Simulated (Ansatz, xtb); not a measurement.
Isomers of C2H7GaO

2 of its isomers, all singlets with charge 0: A = `C[O][GaH][CH3]`; B = `CC[O][GaH2]`.

Shapes, held fixed at every level: PBE0-D4/def2-TZVP. Flexible molecules stand in one conformer, not always the lowest. Programs: Ansatz 0.2.0, xtb 6.7.1.

A:

```xyz
11

C    -0.7916    1.6024    0.4456
O    -0.5435    0.5393    1.3211
Ga    0.2304   -1.0014    0.8401
C     0.7601   -1.2000   -1.0382
H    -0.2737    2.5053    0.7906
H    -1.8648    1.8257    0.4166
H    -0.4653    1.4058   -0.5855
H     0.3666   -1.9857    2.0414
H    -0.1128   -1.1181   -1.6905
H     1.2365   -2.1644   -1.2174
H     1.4580   -0.4091   -1.3238
```

B:

```xyz
11

C    -0.3500    1.2410    0.1509
C    -0.9531   -0.0894    0.5430
O    -0.2148   -1.2218    0.1685
Ga    1.3303   -1.3874   -0.6994
H    -0.9962    2.0566    0.4856
H     0.6344    1.3840    0.6055
H    -0.2367    1.3254   -0.9336
H    -1.0892   -0.1188    1.6323
H    -1.9550   -0.1773    0.1021
H     2.1103   -0.1266   -1.1891
H     1.7200   -2.8857   -0.8658
```

Electronic energies in kJ/mol, without zero-point or thermal terms.

Q: From chemical knowledge, estimate the order of stability.

A: A < B in rising energy, over a span of 30 kJ/mol, by CCSD(T)/def2-TZVPP. GFN2-xTB puts B lowest. The B − A difference spans -46.4 to +29.8 kJ/mol over the levels. Relativity is left out for Ga unless named. Correlated rows may include outer-core shells of Ga, which these sets cover unevenly. GFN2-xTB strays far from the other rows.

| level | kind | B − A |
| --- | --- | --- |
| GFN2-xTB | semi-empirical | -46.4 |
| PBE0/def2-SVP | global hybrid | +19.4 |
| B3LYP-D4/def2-TZVPP | global hybrid | +27.6 |
| BHLYP-D4/def2-TZVPP | global hybrid | +26.2 |
| PBE0-D4/def2-TZVPP | global hybrid | +27.1 |
| r2SCAN0-D4/def2-TZVPP | global hybrid | +27.7 |
| wB97M-V/def2-TZVPP | range-separated hybrid | +27.4 |
| wB97X-V/def2-TZVPP | range-separated hybrid | +25.7 |
| CCSD(T)/def2-TZVPP | coupled cluster or CI | +29.8 |

The methyl(methoxy)gallane A lies below the ethoxygallane B at every density-functional level and with coupled cluster, which gives +29.8 kJ/mol. Only GFN2-xTB reverses the order, probably through an unbalanced description of Ga–H against Ga–C bonds.

Both isomers keep one Ga–O and one C–O linkage, so the preference comes from the remaining bonds. Going from A to B exchanges a C–H and a Ga–C bond for a C–C and a Ga–H bond. The strong C–H bond favours A, and this suggests that any advantage of Ga–H over Ga–C in B is too small to compensate. Donation from the oxygen lone pairs into the formally empty 4p orbital of three-coordinate gallium is available in both molecules and should largely cancel.

The calculation thus supports a modest energetic preference for carbon bound to gallium over a longer alkoxide chain in the isolated monomers. It doesn't settle the order in condensed phases, where Lewis-acidic alkoxygallanes tend to associate through Ga–O–Ga bridges.
